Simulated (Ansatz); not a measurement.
# GaP: energy less free atoms and pressure against volume per atom

All results are calculated (Ansatz 0.2.0). Periodic Kohn-Sham DFT of a crystal at fixed atoms; pressure and stress are positive in compression; the energy is the free energy less that of spherical unpolarised free atoms; site moments are those in the method's own spheres, positive along +z.

Cell of the first row (space group F-43m, No. 216):
```
CELL_PARAMETERS angstrom
0.00000 2.69730 2.69730
2.69730 0.00000 2.69730
2.69730 2.69730 0.00000
ATOMIC_POSITIONS crystal
Ga 0.00000 0.00000 0.00000
P 0.25000 0.25000 0.25000
```

Settings of every row: method all-electron LAPW; functional PBE; relativity scalar; k mesh 13x13x13; filling fermi-dirac; smearing width 0.03 eV; basis error target 1 meV/atom; nucleus gaussian.

Atom start moment: 0 on all atoms.

```
row  volume per atom (Å³)  energy less free atoms (eV/atom)  pressure (GPa)
  1                19.624                           -4.5383            5.39
  2                20.239                           -4.5532           2.493
  3                20.865                            -4.558          -0.007
  4                21.491                           -4.5537          -2.123
  5                22.117                                 ?               ?
```

Question: what energy less free atoms and pressure should row 5 give?

Worked fit of energy less free atoms. Take u = (V_r/V)^(2/3) − 1 with V_r = 20.552 Å³ an atom, which is twice the finite (Eulerian) strain; such expansions in the strain, on which the Birch-Murnaghan equation of state is built, carry the rest volume and the bulk modulus. The shown rows have u = 0.03128, 0.01028, -0.01003, -0.02934. Least squares give energy less free atoms = −4.55682 + 0.2319 × u + 11.517 × u² eV/atom; a straight line predicts inner rows, each left out in turn, worse (root mean square 0.0067 against 3.6e-05 eV/atom). All shown rows lie on it to the printed digit. Its lowest point lies at u = -0.0101, or V = 20.87 Å³ an atom, and the curvature there gives the bulk modulus at fixed shape and fractions, B = (4/9)(1 + u)² E″(u)/V = 77 GPa. The withheld row has u = -0.04775, so the fit gives −4.55682 + 0.2319 × (-0.04775) + 11.517 × (-0.04775)² = -4.5416 eV/atom.

The calculation gave -4.5417 eV/atom. The fit lies 0.0001 eV/atom (0.51 % of the column's range) above it, one unit of the last digit. This row lies beyond the range of the fit.

Worked fit of pressure. Take u = (V_r/V)^(2/3) − 1 with V_r = 20.552 Å³ an atom, which is twice the finite (Eulerian) strain; such expansions in the strain, on which the Birch-Murnaghan equation of state is built, carry the rest volume and the bulk modulus. The shown rows have u = 0.03128, 0.01028, -0.01003, -0.02934. Least squares give pressure = 1.1914 + 123.23 × u + 350.85 × u² GPa; a straight line predicts inner rows, each left out in turn, worse (root mean square 0.2 against 0.0051 GPa). The rows lie off it by 0.001, -0.002, 0.002, -0.001. The pressure vanishes at u = -0.0099, or V = 20.86 Å³ an atom, and there the bulk modulus at fixed shape and fractions is B = −V dP/dV = (2/3)(1 + u) dP/du = 76.7 GPa. The withheld row has u = -0.04775, so the fit gives 1.1914 + 123.23 × (-0.04775) + 350.85 × (-0.04775)² = -3.893 GPa.

The calculation gave -3.911 GPa. The fit lies 0.018 GPa (0.19 % of the column's range) above it; its largest miss of a shown row is 0.002 GPa. This row lies beyond the range of the fit.
